**Hyperfine couplings and spin populations in the 4-chlorobenzoic acid radical anion**

The table holds Mulliken spin populations, isotropic hyperfine couplings and largest dipolar parts for each kind of nucleus, from unrestricted B3LYP (PySCF; IGLO-III on C, O and Cl, pcH-1 on H) in the gas phase, where the anion may be unbound. The program compares the spin with Hückel and McLachlan estimates, converts dipolar parts to p spin with rough atomic constants, fits an own-plus-neighbour (Karplus–Fraenkel) form to the five carbons and tests McConnell's relation for the protons. The neighbour term lowers the rms misfit of the ¹³C couplings from 11.1 to 5.0 MHz with Mulliken spins and accounts for the negative sign at C4, while constants fitted without C7 predict 23 to 27 MHz for it against 40.0 MHz. McLachlan's correction gives the negative meta spin but puts too much spin on C2, and with Mulliken spins the two ring protons imply McConnell constants that differ by a factor of two.

Calculated values. Hyperfine couplings (13C, 17O, 1H, 35Cl) and Mulliken spin populations of the C7H5ClO2 radical anion, SMILES [O-][C](O)c1ccc(Cl)cc1. PySCF 2.14.0, density-fitted unrestricted B3LYP, non-relativistic, gas phase, IGLO-III on C, O and Cl, pcH-1 on H; PBE0-D3(BJ)/def2-SVP geometry. Atoms are numbered in SMILES order, hydrogens last; equivalent atoms are averaged.

## Program and output

```python
# Table: 4-chlorobenzoic acid radical anion, PySCF UKS B3LYP (IGLO-III/pcH-1): Mulliken spin, A iso, dipolar part.
# Tested: Hueckel/McLachlan spin, p-orbital dipolar coupling, Karplus-Fraenkel form (13C), McConnell (1H).
T = {
    'atom': ['O1', 'C2', 'O3', 'C4', 'C5', 'C6', 'C7', 'Cl8', 'H11', 'H12', 'H13'],
    'neighbours': ['C', 'C O O', 'C H', 'C C C', 'C C H', 'C C H', 'C C Cl', 'C', 'O', 'C', 'C'],
    'spin': [0.13, 0.185, 0.014, 0.115, 0.189, -0.084, 0.351, 0.016, -0.003, -0.011, 0.002],  # e
    'a_iso': [-11.6, 4.0, -1.4, -3.9, 7.9, -18.5, 40.0, 0.1, -2.4, -12.3, 2.8],  # MHz
    'dip': [22.0, 37.4, 5.7, 28.8, 25.0, 4.6, 62.6, 11.8, 4.8, 6.3, 1.7],  # MHz
}
import numpy as np
from scipy import constants as c
at = T['atom']; s = dict(zip(at, T['spin'])); a = dict(zip(at, T['a_iso'])); d = dict(zip(at, T['dip']))
mult = {k: 2 if k in ('C5', 'C6', 'H12', 'H13') else 1 for k in at}
el = lambda k: k.rstrip('0123456789')
pc = lambda n: abs(c.physical_constants[n][0])
K = c.mu_0/(4*np.pi)*pc('electron g factor')*pc('Bohr magneton')*pc('nuclear magneton')/c.h/1e6/pc('Bohr radius')**3
g = {'C': 1.4, 'O': -0.76, 'Cl': 0.55}        # rough recalled nuclear g factors
r3 = {'C': 1.7, 'O': 5.0, 'Cl': 6.8}          # rough recalled valence p <r^-3>, a.u.
As = {'C': 3800., 'O': -5300., 'Cl': 5700.}   # rough recalled contact coupling of a full valence s spin, MHz
tot = sum(mult[k]*s[k] for k in at)
print(f"spin sum {tot:.3f} e; rounding floor 0.05 MHz and 0.0005 e")
B2 = {e: 0.8*K*abs(g[e])*r3[e] for e in g}
print("2B per unit p spin, MHz (rough): " + ", ".join(f"{e} {v:.0f}" for e, v in B2.items()))
pi = ['O1', 'C2', 'O3', 'C4', 'C5', 'C6', 'C7', 'Cl8']; hv = pi + ['C6', 'C5']
bonds = [(0,1,1),(1,2,.8),(1,3,1),(3,4,1),(4,5,1),(5,6,1),(6,7,.4),(6,8,1),(8,9,1),(9,3,1)]
H = np.diag([1., 0, 2, 0, 0, 0, 0, 2, 0, 0])  # rough recalled Hueckel h (diagonal) and k (bonds)
for i, j, k in bonds: H[i, j] = H[j, i] = k
mo = lambda M: np.linalg.eigh(M)[1][:, ::-1]
V = mo(H); hu = V[:, 6]**2                    # 13 pi electrons: six pairs and the SOMO
mc = hu + (mo(H + np.diag(2*1.2*hu))[:, :6]**2 - V[:, :6]**2).sum(1)  # McLachlan, lambda 1.2
m1 = {k: np.sign(s[k])*d[k]/B2[el(k)] for k in pi}                   # dip read as |2B|
m2 = {k: m1[k]*(2 if g[el(k)]*s[k] < 0 else 1) for k in pi}          # dip read as most positive component
print("atom Mulliken Hueckel McLachlan | dip/|spin| MHz/e | p spin(|2B|) p spin(signed) | s fraction %")
for i, k in enumerate(pi):
    print(f"{k:4s} {s[k]:6.3f} {hu[i]:6.3f} {mc[i]:6.3f} | {d[k]/abs(s[k]):5.0f} | {m1[k]:6.3f} {m2[k]:6.3f} | {100*a[k]/As[el(k)]:6.2f}")
sets = {'Mulliken': s, 'dip |2B|': m1, 'dip signed': m2}
for n, m in sets.items():
    v = np.array([m[k] for k in pi]); e1, e2 = hu[:8]-v, mc[:8]-v
    print(f"{n}: heavy-atom sum {sum(mult[k]*m[k] for k in pi):.3f}; rms Hueckel {np.sqrt(np.mean(e1**2)):.3f}, "
          f"McLachlan {np.sqrt(np.mean(e2**2)):.3f} e, worst {pi[np.argmax(abs(e2))]} {e2[np.argmax(abs(e2))]:+.3f}")
cs = ['C2', 'C4', 'C5', 'C6', 'C7']; y = np.array([a[k] for k in cs])
nb = {k: [hv[j if hv[i] == k else i] for i, j, _ in bonds if pi.index(k) in (i, j)] for k in cs}
fit = {}
for n, m in sets.items():
    X = np.array([[m[k], sum(m[q] for q in nb[k])] for k in cs])
    p = np.linalg.lstsq(X, y, rcond=None)[0]; p1 = X[:, 0]@y/(X[:, 0]@X[:, 0])
    r, r1 = X@p-y, p1*X[:, 0]-y; fit[n] = (p, X, r)
    q = np.linalg.lstsq(X[:4], y[:4], rcond=None)[0]
    print(f"13C {n}: own only A {p1:.0f}, rms {np.sqrt(np.mean(r1**2)):.1f}; own+neighbours A {p[0]:.0f} B {p[1]:.0f} MHz/e, rms {np.sqrt(np.mean(r**2)):.1f} MHz")
    print("   residuals MHz " + " ".join(f"{k} {x:+.1f}" for k, x in zip(cs, r)) + f"; worst {cs[np.argmax(abs(r))]}")
    print(f"   without C7 (bears Cl): A {q[0]:.0f} B {q[1]:.0f}, predicts C7 {X[4]@q:.1f} vs {y[4]:.1f} MHz")
p, X, r = fit['Mulliken']
print("Mulliken fit: atom, neighbour spin e, own term, neighbour term, model, table MHz, a/spin MHz/e")
for i, k in enumerate(cs):
    print(f"{k} {X[i,1]:6.3f} {p[0]*X[i,0]:6.1f} {p[1]*X[i,1]:6.1f} {X[i]@p:6.1f} {y[i]:6.1f} {y[i]/s[k]:6.0f}")
aH = 8/3*K*pc('proton g factor')
print(f"free H atom contact coupling {aH:.0f} MHz")
sH = {'H11': -0.0028925, 'H12': (-0.011217-0.011099)/2, 'H13': (0.0021242+0.0024008)/2}  # further outputs, same run
for h, k in (('H11', 'O3'), ('H12', 'C5'), ('H13', 'C6')):
    print(f"{h} on {k}: Q MHz/e Mulliken {a[h]/s[k]:.0f}, |2B| {a[h]/m1[k]:.0f}, signed {a[h]/m2[k]:.0f}; "
          f"a/own spin {a[h]/sH[h]:.0f} = {a[h]/sH[h]/aH:.2f} of atom; dip/|spin X| {d[h]/abs(s[k]):.0f}")
QH = a['H12']/s['C5']
print(f"Q of H12 predicts H13 {QH*s['C6']:.1f} vs {a['H13']:.1f} MHz; H13 implies C6 pi spin {a['H13']/QH:.3f}")
print(f"17O a/spin MHz/e: O1 {a['O1']/s['O1']:.0f}, O3 {a['O3']/s['O3']:.0f}; a ratio C5/C2 {a['C5']/a['C2']:.2f}, dip ratio {d['C5']/d['C2']:.2f}")
assert abs(tot-1) < 0.01
assert a['H12']*s['C5'] < 0 and a['H13']*s['C6'] < 0
assert s['C4'] > 0 > a['C4'] and s['C6'] < 0 and p[0] > 0 > p[1]
assert all(abs(a[k]/As[el(k)]) < 0.02 for k in pi)
```

Running it gives:

```
spin sum 1.000 e; rounding floor 0.05 MHz and 0.0005 e
2B per unit p spin, MHz (rough): C 182, O 290, Cl 286
atom Mulliken Hueckel McLachlan | dip/|spin| MHz/e | p spin(|2B|) p spin(signed) | s fraction %
O1    0.130  0.150  0.113 |   169 |  0.076  0.152 |   0.22
C2    0.185  0.333  0.410 |   202 |  0.206  0.206 |   0.11
O3    0.014  0.034  0.017 |   407 |  0.020  0.039 |   0.03
C4    0.115  0.065  0.029 |   250 |  0.158  0.158 |  -0.10
C5    0.189  0.123  0.165 |   132 |  0.137  0.137 |   0.21
C6   -0.084  0.007 -0.055 |    55 | -0.025 -0.051 |  -0.49
C7    0.351  0.153  0.208 |   178 |  0.344  0.344 |   1.05
Cl8   0.016  0.004  0.003 |   738 |  0.041  0.041 |   0.00
Mulliken: heavy-atom sum 1.021; rms Hueckel 0.098, McLachlan 0.100 e, worst C2 +0.225
dip |2B|: heavy-atom sum 1.069; rms Hueckel 0.094, McLachlan 0.101 e, worst C2 +0.205
dip signed: heavy-atom sum 1.114; rms Hueckel 0.091, McLachlan 0.101 e, worst C2 +0.205
13C Mulliken: own only A 81, rms 11.1; own+neighbours A 84 B -27 MHz/e, rms 5.0 MHz
   residuals MHz C2 +4.6 C4 -1.5 C5 +7.1 C6 -2.9 C7 -6.5; worst C5
   without C7 (bears Cl): A 55 B -22, predicts C7 22.6 vs 40.0 MHz
13C dip |2B|: own only A 76, rms 13.1; own+neighbours A 102 B -41 MHz/e, rms 4.0 MHz
   residuals MHz C2 +6.5 C4 +0.2 C5 +0.6 C6 -3.9 C7 -4.5; worst C2
   without C7 (bears Cl): A 73 B -34, predicts C7 25.3 vs 40.0 MHz
13C dip signed: own only A 77, rms 12.7; own+neighbours A 98 B -38 MHz/e, rms 3.2 MHz
   residuals MHz C2 +3.1 C4 +1.5 C5 +1.6 C6 -4.6 C7 -3.9; worst C6
   without C7 (bears Cl): A 74 B -32, predicts C7 27.4 vs 40.0 MHz
Mulliken fit: atom, neighbour spin e, own term, neighbour term, model, table MHz, a/spin MHz/e
C2  0.259   15.5   -6.9    8.6    4.0     22
C4  0.563    9.6  -15.0   -5.4   -3.9    -34
C5  0.031   15.9   -0.8   15.0    7.9     42
C6  0.540   -7.0  -14.4  -21.4  -18.5    220
C7 -0.152   29.4    4.1   33.5   40.0    114
free H atom contact coupling 1423 MHz
H11 on O3: Q MHz/e Mulliken -171, |2B| -122, signed -61; a/own spin 830 = 0.58 of atom; dip/|spin X| 343
H12 on C5: Q MHz/e Mulliken -65, |2B| -89, signed -89; a/own spin 1102 = 0.77 of atom; dip/|spin X| 33
H13 on C6: Q MHz/e Mulliken -33, |2B| -111, signed -55; a/own spin 1238 = 0.87 of atom; dip/|spin X| 20
Q of H12 predicts H13 5.5 vs 2.8 MHz; H13 implies C6 pi spin -0.043
17O a/spin MHz/e: O1 -89, O3 -100; a ratio C5/C2 1.98, dip ratio 0.67
```
